**The quantity.** The energy less reference is the energy per atom of an AlNi crystal computed on a coarse k mesh, minus the energy of the same crystal on a 10x10x10 mesh. A k mesh is the set of electron wave vectors at which the bands are calculated; sums over these points stand in for an integral over all wave vectors. The atoms, the cell and the density functional stay the same in every row, so the difference is an error of the sampling alone. Each energy is extrapolated to zero smearing, that is, to a sharp edge between filled and empty states.

AlNi, a distorted two-atom cell at fixed geometry, computed with Ansatz 0.2.0: r2SCAN without spin polarization, scalar-relativistic PAW (set soft_2), 500 eV plane-wave cutoff, Gaussian smearing of 0.1 eV. The k meshes are Gamma-centred, with 10x10x10 as reference. Energies are extrapolated to zero smearing; pressure is positive in compression and corrected for the finite cutoff.

| k mesh | energy less reference (meV per atom) | pressure less reference (GPa) | largest force change (eV/Å) | pressure (GPa) |
| --- | --- | --- | --- | --- |
| 1x1x1 | -65.13 | -4.747 | 0.234 | -7.716 |
| 2x2x2 | 2.24 | 3.128 | 0.074 | 0.159 |
| 4x4x4 | 8.46 | -0.085 | 0.002 | -3.054 |
| 6x6x6 | -6.41 | -0.144 | 0.003 | -3.113 |
| 8x8x6 | -2.24 | -0.125 | 0.002 | -3.094 |

For scale, 1 meV per atom is about 0.1 kJ per mole of atoms. The question for this page is how large the energy error will be for a given mesh, before that mesh is run.

**Two limiting cases**

Consider first a crystal whose bands are either completely full or completely empty. The energy to be summed is then a smooth, periodic function of the wave vector. For such functions the errors of neighbouring mesh cells cancel almost perfectly, and a modest mesh is enough.

A metal is the opposite case. Some bands are filled only up to the Fermi energy, so the sum stops at a surface that runs through the zone of wave vectors, the Fermi surface. A mesh point counts its whole cell as filled or empty, although the Fermi surface may cut that cell in two. This is where the error arises, and it explains why metals need dense meshes.

Smearing softens the edge, but it helps only once the band energy changes by no more than a few smearing widths from one mesh point to the next. A free-electron estimate for this cell gives a step of about 2.6 eV at ten divisions per edge, against a width of 0.1 eV. The d bands of nickel are flatter and have smaller steps, but the gap between the two figures is wide. Smearing should therefore do little to speed up the convergence on these meshes.

**From the picture to a rule**

Let n be the number of divisions along each edge and N = n³ the number of mesh points. A surface through the zone cuts roughly n² of the N cells. Each cell carries the weight 1/n³ in the sum. The energy miscounted in a cut cell, measured from the Fermi energy, is about one band step, W/n, where W is an energy of the order of the band width. Measuring from the Fermi energy is right because the number of electrons is fixed: what one cell miscounts is made up by states at the Fermi energy.

Measured in this way, every miscount raises the energy, whether a cell leaves out filled states below the Fermi energy or counts in empty ones above it. Yet these errors do not simply pile up. Averaged over all positions of the mesh, the sum over points equals the integral, so the average error of the cut cells is cancelled by opposite errors in the filled cells, where the bands are curved. What remains is the scatter of the cut cells about their average. If its signs are random, n² contributions add up to only about n times a single one. The total is then n × (1/n³) × (W/n) = W/n³, which gives a rule that is easy to remember:

energy error ≈ C / N

The energy error is thus a constant C divided by the number of mesh points. The rule gives a size and no sign.

The constant comes from the three finest meshes in the table, by multiplying each error by its number of points. This gives 8.46 × 64 = 541, 6.41 × 216 = 1385 and 2.24 × 384 = 860 meV. Their geometric mean is C = 864 meV per atom, or roughly 0.9 eV. A free-electron gas with three electrons per cell, the nickel d shell being counted as full, has a Fermi energy of about 9 eV. The number of cut cells, the two electrons per state, the two atoms per cell and the small part of a band step that a cut cell really miscounts combine to a factor of roughly a quarter, which gives about 2 eV. The fitted constant thus has the expected order of magnitude, and no closer agreement should be read into it. The full d shell is itself a simplification: the smearing entropy of the reference run implies twice the free-electron density of states at the Fermi energy or more, which suggests that nickel d states take part there.

**Two rows worked**

*4x4x4.* The mesh has 4 × 4 × 4 = 64 points, and 864 / 64 = 13.5 meV per atom. The calculation gives +8.5 meV per atom, so the estimate is 1.6 times too high.

*6x6x6.* The mesh has 216 points, and 864 / 216 = 4.0 meV per atom. The calculation gives −6.4 meV per atom, so this time the estimate is too low, again by a factor of 1.6.

Both rows helped to set the constant, which flatters the rule. If C is taken from the other two of the three meshes instead, the estimates become 17 meV for 4x4x4 and 3.2 meV for 6x6x6. Each is then wrong by a factor of two, one upwards and one downwards. That factor describes these three meshes and is no bound. An error with a random sign can come out near zero on one mesh and several times the estimate on the next, so a wider scatter is to be expected on other meshes.

The two rows also show why the sign matters. Going from 4x4x4 to 6x6x6 shifts the energy by 8.46 + 6.41 = 14.87 meV per atom, more than either error by itself. Each mesh places its points differently with respect to the Fermi surface, so the error that remains can have either sign. A comparison of two energies computed on different meshes may therefore contain the sum of two errors.

**Using the rule backwards**

Suppose that an error of 5 meV per atom is acceptable for this cell. To allow for the factor of two, aim for 2.5 meV: 864 / 2.5 ≈ 346 points, or about seven divisions per edge. The table is consistent with this choice: 6x6x6, with fewer points, misses the 5 meV, while 8x8x6, with slightly more, meets it. This is no independent test, because the constant was set on these same meshes. The margin of two is the least one should allow: the result is a mesh to start from, and it still has to be checked against a denser one.

The constant belongs to this cell, which is distorted and unrelaxed and was computed without spin. For another metal it has to be set anew from two or three affordable meshes and a denser one to compare them with. One change needs no new runs. If the same crystal is described by a cell twice as long in one direction, half the divisions along that direction sample the same states and give the same error per atom. The number of mesh points is then halved, so C must be halved as well.

**Where the rule ends**

On the coarse side the rule breaks down. For 1x1x1 it predicts 864 meV per atom, 13 times the computed size of 65 meV. The slower law discussed below is only 2.4 times too high on this row. With a single mesh point there is no statistical count of cut cells, and the filled bands are poorly sampled as well. The small energy error may again be a cancellation of larger terms, which these runs do not separate: the stress along every edge is off by more than 60 GPa. The computed value also has a further flaw: one level is exactly half filled, and the usual extrapolation to zero smearing then puts the energy about 14 meV per atom too low. Without this flaw the error would be about −51 meV per atom, even further from the estimate. On the other meshes the same extrapolation moves the energy by 1 to 3 meV per atom and is not exact either, so part of each tabulated error may come from it.

The 2x2x2 mesh is the more dangerous row. The rule predicts 108 meV per atom, but the computed error is only 2.2 meV, the same size as for 8x8x6. The pressure shows that this mesh is not a good one, for it is still off by 3.1 GPa. The small energy error is best read as a chance cancellation, and a single good-looking energy is no proof of a converged mesh.

On the fine side the reference sets the limit. By the same rule the 10x10x10 mesh has an error of its own of about 864 / 1000 ≈ 0.9 meV per atom, and no denser mesh was run to test this. That is a sizeable part of the 2.2 meV found for 8x8x6, and it also makes the constant and the factor of two uncertain. The near-perfect estimate for that row should therefore not be taken as a sign of precision.

The power of n is uncertain too. If large parts of the Fermi surface are flat, many cut cells deviate from the average in the same direction, and the error falls only as 1/n². A constant set on the same three meshes serves this slower law about equally well, with a largest misfit of a factor of 1.5. Three meshes cannot decide between the two laws, so an extrapolation to much denser meshes should allow for the slower one.

Finally, the rule is for energies only. From 4x4x4 on, the largest force change is at most about 0.003 eV/Å, while the energy still moves by several meV per atom. The pressure differences on these meshes stay close to −0.12 GPa and do not shrink, which may partly be an error of the reference. Pressure is also an average over three directions and can hide a poor mesh: at 4x4x4 the tension along the long edge is about one and a half times that on the reference mesh, although the pressure is nearly right. On 8x8x6 this component still differs from the reference by about 1.1 GPa. Anyone who relaxes the shape of a cell should check the separate stress components.

The output below lists the estimates of both laws for every mesh, with and without the row's own value in the calibration.

Output of the analysis:

```
constant of the rule C/N, meV per atom: 863.9
constant of the rival D/n^2, meV per atom: 154.6
size of energy error, meV per atom:
    row  mesh points  computed    C/N  C/N over computed  D/n^2  D/n^2 over computed
  1x1x1            1     65.13  863.9              13.26  154.6                2.374
  2x2x2            8      2.24    108              48.21  38.65                17.26
  4x4x4           64      8.46   13.5              1.596  9.664                1.142
  6x6x6          216      6.41      4              0.624  4.295                 0.67
  8x8x6          384      2.24   2.25              1.004  2.927                1.307
estimates without the row's own value, meV per atom:
    row    C/N  C/N over computed  D/n^2  D/n^2 over computed
  1x1x1  863.9              13.26  154.6                2.374
  2x2x2    108              48.21  38.65                17.26
  4x4x4  17.05              2.016  10.33                1.221
  6x6x6  3.159             0.4929  3.516               0.5485
  8x8x6  2.255              1.007  3.345                1.493
expected own error of the 10x10x10 reference by C/N, meV per atom: 0.8639
the same by D/n^2, meV per atom: 1.546
fall of energy error from 4x4x4 to 8x8x6, factor: 3.777
growth of mesh points from 4x4x4 to 8x8x6, factor: 6
free-electron Fermi energy, eV: 9.101
free-electron size of the constant (a quarter of it), eV per atom: 2.275
free-electron energy step between points at 10 divisions, eV: 2.563
extrapolation fault at 1x1x1, meV per atom: 14.1
energy error at 1x1x1 without this fault, meV per atom: -51.03
mean pressure difference from 4x4x4 on, GPa: -0.118
spread of these pressure differences, GPa: 0.059
```
